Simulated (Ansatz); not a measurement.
## The polar optical mode of BP at -1 GPa, worked through

These are results of DFT LDA, scalar-relativistic, plane waves, PAW in Ansatz 0.2.0, not measurements. Settings: 420 eV plane-wave cutoff, Γ-centred 10×10×10 mesh, fixed occupations. No spin polarisation. Phonons by linear response, acoustic sum rule imposed.

The cell, relaxed at -1 GPa:
```cif
data_structure
_symmetry_space_group_name_H-M 'F-43m'
_symmetry_Int_Tables_number 216
_cell_length_a 4.4990
_cell_length_b 4.4990
_cell_length_c 4.4990
_cell_angle_alpha 90.000
_cell_angle_beta 90.000
_cell_angle_gamma 90.000
_cell_volume 91.06
loop_
_atom_site_label
_atom_site_type_symbol
_atom_site_symmetry_multiplicity
_atom_site_Wyckoff_symbol
_atom_site_fract_x
_atom_site_fract_y
_atom_site_fract_z
_atom_site_occupancy
B1 B 4 a 0.00000 0.00000 0.00000 1
P1 P 4 c 0.25000 0.25000 0.25000 1
```

Linear response gives ν_TO = 816.0 cm⁻¹, Born charges ±0.622 e (positive on P) and ε∞ = 9.182. The primitive cell holds 22.766 Å³, and the masses are 10.810 and 30.974 amu.

Question: Find ν_LO and the static dielectric constant.

Answer: The long-wave field adds a restoring force: ω_LO² − ω_TO² = Z*²e²/(ε_vac ε∞ μV). In these units ν_LO² − ν_TO² = 4.92064×10⁷ Z*²/(μ V ε∞) cm⁻², with μ = m₁m₂/(m₁ + m₂) = 8.013 amu: 11346 cm⁻². So ν_LO = √(816.0² + 11346) = 822.9 cm⁻¹, and the run gives 823.0. Lyddane–Sachs–Teller then gives ε0 = ε∞ (ν_LO/ν_TO)² = 9.34, against 9.34 in the run (it forms both from the same three quantities, so the match checks the arithmetic only). Between ν_TO and ν_LO the dielectric function is negative and an undamped crystal reflects fully: a reststrahlen band from 12.2 to 12.3 μm.

Question: What do the Clausius–Mossotti polarisability and the Szigeti charge come to?

Answer: With the Lorentz local field, α = (3V/4π)(ε∞ − 1)/(ε∞ + 2) = 3.98 Å³ for the pair, and e_S = 3Z*/(ε∞ + 2) = 0.17 e. The Born charge includes the electrons' response to the dipole's own local field, and e_S takes that enhancement out. The Lorentz field assumes point-like polarisable ions, a poor picture once ε∞ is this large, since the electron clouds then overlap or are shared, so both numbers are formal here.

Question: How strongly does a slow electron couple to the LO mode?

Answer: For one isotropic parabolic band, Fröhlich's constant is α_F = (1/ε∞ − 1/ε0) √(m* Ry/ħω_LO), with Ry = 13.606 eV, ħω_LO = 102.0 meV and m* in free-electron masses: α_F = 0.0018 × 11.55 × √m* = 0.02 √m*. The band mass isn't part of this run; for m* = 0.1, 0.3 and 1 it gives 0.01, 0.01, 0.02. In weak coupling the polaron lies α_F ħω_LO below the band edge (1 meV at m* = 0.3) with a mass m*(1 + α_F/6); past α_F of about 5 or 6 that expansion fails. A semilocal functional's ε∞ tends to be too large, which taken alone lowers α_F.

Cost: 1 run of about 0.34 core-minutes, on Intel Xeon Processor @ 2.70GHz (shared hosts).

BP behaves here as a stiff, weakly polar covalent crystal. Strong sp³ bonds and the light boron atom put the transverse mode at 816.0 cm⁻¹, while the long-range field raises the longitudinal mode only to 823.0 cm⁻¹. The modest Born charge provides little driving force, and the easily polarised bond electrons screen much of it. The lattice therefore adds almost nothing to the static dielectric constant, which remains overwhelmingly electronic.

The positive Born charge on P reverses the usual III–V assignment and runs against the slightly higher electronegativity of phosphorus. Boron's compact 2p shell, with no p core beneath it, probably draws bond charge towards boron as the sublattices move. Because this is a dynamical charge, its sign alone doesn't establish a static B⁻P⁺ charge distribution.

The same weak polarity keeps the Fröhlich coupling far from the self-trapping regime for the masses considered. That doesn't imply high carrier mobility, since deformation-potential and intervalley scattering don't require a polar field.
